Dear colleague,

The $dI/dt$ limit of your centre-gate silicon thyristor can be estimated from the slow sideways growth of the conducting area.

\textbf{Problem.} The gate radius is $r_0=1$ mm, and the whole periphery fires at $t=0$. The current is forced as $I=at$ up to $t_r$, and the anode voltage is $V(t)=V_0e^{-t/t_f}+V_1$. All of the following are assumed or typical inputs: spreading velocity $v=0.1$ mm/$\mu$s, heated thickness $W=300$ $\mu$m, heat capacity $c_v=1.9$ J\,cm$^{-3}$K$^{-1}$ (400--600 K), $V_0=1000$ V, $V_1=10$ V, $t_f=0.5$ $\mu$s, $t_r=5$ $\mu$s, permitted rise $\Delta T_{\max}=200$ K. The thermal conductivity is the compiled value $\kappa=130$ W\,m$^{-1}$K$^{-1}$ (Ioffe Institute, temperature not stated). Find (a) the initial current density and the hot-spot rise at $t_r$ for $a=100$ A/$\mu$s, (b) the largest $a$, (c) the gain from doubling $r_0$.

\textbf{Solution.} The on-region is an annulus whose outer edge moves at $v$. With $L=2\pi r_0=0.628$ cm,
\begin{equation}
A(t)=\pi[(r_0+vt)^2-r_0^2]=Lvt+\pi v^2t^2 .
\end{equation}
For current shared uniformly over $A$,
\begin{equation}
J(t)=\frac{J_0}{1+t/\tau},\qquad J_0=\frac{a}{Lv},\qquad \tau=\frac{2r_0}{v}=20\ \mu\mathrm{s}.
\end{equation}
Current and area both start linearly, so $J_0$ is finite. The gate edge conducts from $t=0$ and is the hottest place. If the power $JV$ per area is spread evenly through $W$ and no heat escapes,
\begin{equation}
\Delta T=\frac{J_0\Phi}{c_vW},\qquad \Phi=\int_0^{t_r}\frac{V(t)\,dt}{1+t/\tau}.
\end{equation}
Since $t_f\ll t_r,\tau$, we extend the exponential term to infinity and expand its denominator:
\begin{equation}
\Phi\simeq V_0t_f\Big(1-\frac{t_f}{\tau}+\frac{2t_f^2}{\tau^2}\Big)+V_1\tau\ln\Big(1+\frac{t_r}{\tau}\Big)=(488+45)\ \mathrm{V\,\mu s}=533\ \mathrm{V\,\mu s}.
\end{equation}

(a) $Lv=6.28\times10^3$ cm$^2$/s gives $J_0=1.59\times10^4$ A/cm$^2$. The deposited energy is $J_0\Phi=8.5$ J/cm$^2$, and $c_vW=0.057$ J\,cm$^{-2}$K$^{-1}$, so $\Delta T\approx1.5\times10^2$ K.

(b) The budget is $c_vW\Delta T_{\max}=11.4$ J/cm$^2$, hence
\begin{equation}
a_{\max}=\frac{Lv\,c_vW\Delta T_{\max}}{\Phi}
=\frac{(6.28\times10^3\ \mathrm{cm^2/s})(11.4\ \mathrm{J/cm^2})}{533\times10^{-6}\ \mathrm{V\,s}}
\approx1.3\times10^2\ \mathrm{A/\mu s}.
\end{equation}

(c) The limit scales as $Lv$ as far as $\Phi$ is independent of $\tau$, that is for $t_r\ll\tau$. Doubling $r_0$ gives $\tau=40$ $\mu$s and $\Phi=541$ V\,$\mu$s, so $a_{\max}$ rises by 1.97. A weak gate pulse that fires only part of the periphery cuts $L$, and the limit with it, roughly in proportion.

\textbf{How far to trust it.} Three simplifications matter for your bench.

First, conduction. A point at distance $x$ outside the gate edge turns on at $x/v$, so the fast heating falls off as $e^{-x/vt_f}$ with $vt_f=50$ $\mu$m, and it vanishes under the gate. With $D=\kappa/c_v=0.68$ cm$^2$/s, diffusion over $t_f$ smears this profile with a Gaussian of standard deviation $\sqrt{2Dt_f}=8.3$ $\mu$m, which lowers its peak to about 0.7. The adiabatic bound is therefore conservative, though less so when $\kappa$ drops on heating.

Second, the field. Local heating is $JE$, so a triangular field profile across $W$ would double the peak and halve $a_{\max}$.

Third, the circuit. If an inductance $L_s$ and a supply $V_0+V_1$ set the current, then $L_s\,dI/dt=V_0(1-e^{-t/t_f})$ and $I=a[t-t_f(1-e^{-t/t_f})]$ with $a=V_0/L_s$. The current lags while the voltage is high. For $\tau\to\infty$ the fast term is multiplied by
\begin{equation}
\int_0^\infty e^{-s}\Big[1-\frac{1-e^{-s}}{s}\Big]ds=1-\ln2=0.31 ,
\end{equation}
where $s=t/t_f$. Numerical integration with our $\tau$, $V_1$ and $t_r$ gives $\Phi=179$ V\,$\mu$s, and the permitted asymptotic slope is 3.0 times larger.

The value $1.3\times10^2$ A/$\mu$s is the model's, not your device's. I chose $t_f$ and $\Delta T_{\max}$ so that the forced ramp lands among typical ratings of plain centre gates, roughly 100--200 A/$\mu$s, so that placement tests nothing. The scaling with $L$ is what you can test, by comparing gate radii on the same wafer in the same circuit; $v$ itself generally rises with current density, so record $V(t)$ and $I(t)$ together.